## Slater-Pauling and closed-shell counts in Heusler compounds: Fe$_2$VAl

**Statement.** Take collinear spins, $g=2$ and no spin-orbit coupling. Let $Z$ be the number of counted electrons per formula unit (f.u.), and let spin $\downarrow$ have a gap at $E_F$ above $N_\downarrow$ bands. Then
$$M=(Z-2N_\downarrow)\,\mu_B .$$
Half-Heuslers (C1$_b$) have $N_\downarrow=9$ and $M=(Z-18)\mu_B$. Regular full Heuslers (L2$_1$) have $N_\downarrow=12$ and $M=(Z-24)\mu_B$. At $Z=2N_\downarrow$ the nonmagnetic state is a closed-shell, Zintl-type semiconductor, or a compensated semimetal if the band edges overlap. $Z$ and $N_\downarrow$ must refer to the same orbitals.

**Proof.** A filled band holds one electron per primitive cell, so the gapped channel holds $N_\downarrow$ electrons, the other holds $Z-N_\downarrow$, and $M/\mu_B$ is their difference. In L2$_1$ Fe$_2$VAl the two Fe sites have $T_d$ symmetry and are exchanged by inversion. At $\Gamma$ their d orbitals give $e\to e_g+e_u$ and $t_2\to t_{2g}+t_{1u}$. V d is $e_g+t_{2g}$, so only the even Fe combinations mix with it, into five bonding and five antibonding bands. Symmetry fixes the labels, not the order. The typical order from below is Al s (1), Al p (3), bonding d (5), $t_{1u}$ (3), gap, then $e_u$ and antibonding d: $1+3+5+3=12$. C1$_b$ lacks the second X atom and the odd states: $1+3+5=9$. With the assumed valence counts Fe 8, V 5, Al 3, $Z=24$ and $M=0$.

**Wrong attempt (line 1 is false, and so is the answer).** Take Fe$_2$V$_{1-x}$Ta$_x$Al with assumed $x=0.05$, L2$_1$ order, four f.u. per cubic cell and a typical $a=5.76$ Å, so $a^3=191.1$ Å$^3$.

1. Ta is [Xe]4f$^{14}$5d$^3$6s$^2$; count 19 electrons.
2. $Z=16+5(1-x)+19x+3=24+14x=24.7$.
3. If half-metallic, $M=(Z-24)\mu_B=0.7\,\mu_B$/f.u.
4. If nonmagnetic, $n-p=4(Z-24)/a^3=1.5\times10^{22}$ cm$^{-3}$, a metal. **Wrong.**

**Symptom.** Put $x=1$, the hypothetical L2$_1$ Fe$_2$TaAl. Then $Z=38$, $M=14\,\mu_B$, and the ungapped channel must hold 26 electrons. The orbitals behind $N_\downarrow=12$ number $4+3\times5=19$ per spin, which caps $M$ at $7\,\mu_B$. The answer also changes with whether a pseudopotential keeps 4f in the core, which no physical moment can do.

**Faulty line.** Line 1 adds fourteen electrons to $Z$, but their seven bands per spin, typically about 22 eV below $E_F$, never enter $N_\downarrow$.

**Mended calculation.** Either count Ta as 5, so that $Z=24$ for every $x$, or count 4f on both sides. A cell of 20 f.u. with one Ta has $Z=20\times24+14=494$ and $N_\downarrow=20\times12+7=247$, so
$$M=(494-2\times247)\,\mu_B=0,\qquad n-p=0 .$$
Spin-orbit coupling on Ta mixes the spins but conserves the number of bands, so $n-p=0$ stands. An open 4f shell, as on Gd, is also left out of $Z$: Gd counts 3, and its local moment is added separately.

**Size of the error.** The slip adds $14x=0.7$ electron per f.u., that is $0.7\,\mu_B$ or $1.5\times10^{22}$ cm$^{-3}$, where the model gives zero. A real donor at the same fraction, Si (count 4) on Al, gives 0.05 electron per f.u. or $1.0\times10^{21}$ cm$^{-3}$, 14 times less. Lattice expansion by Ta is neglected; each 0.1 % in $a$ lowers these densities by 0.3 %. The zeros belong to the ordered model. Typically Fe$_2$VAl shows a pseudogap and no magnetic order, while antisite defects add local moments and carriers.

**Inverse Heuslers.** The same mismatch arises in the XA structure, where the two X sites are inequivalent and inversion is absent. Band calculations typically place the gap after 9 bands (X = Sc, Ti), 12 bands (X = Cr, Mn), or 14 bands (X = Cr, Mn with Y = Cu, Zn, whose filled d shell adds five to the nine, so $M=(Z-28)\mu_B$). Using 24 shifts $M$ by $-6\,\mu_B$ in the first case and by $+4\,\mu_B$ in the last.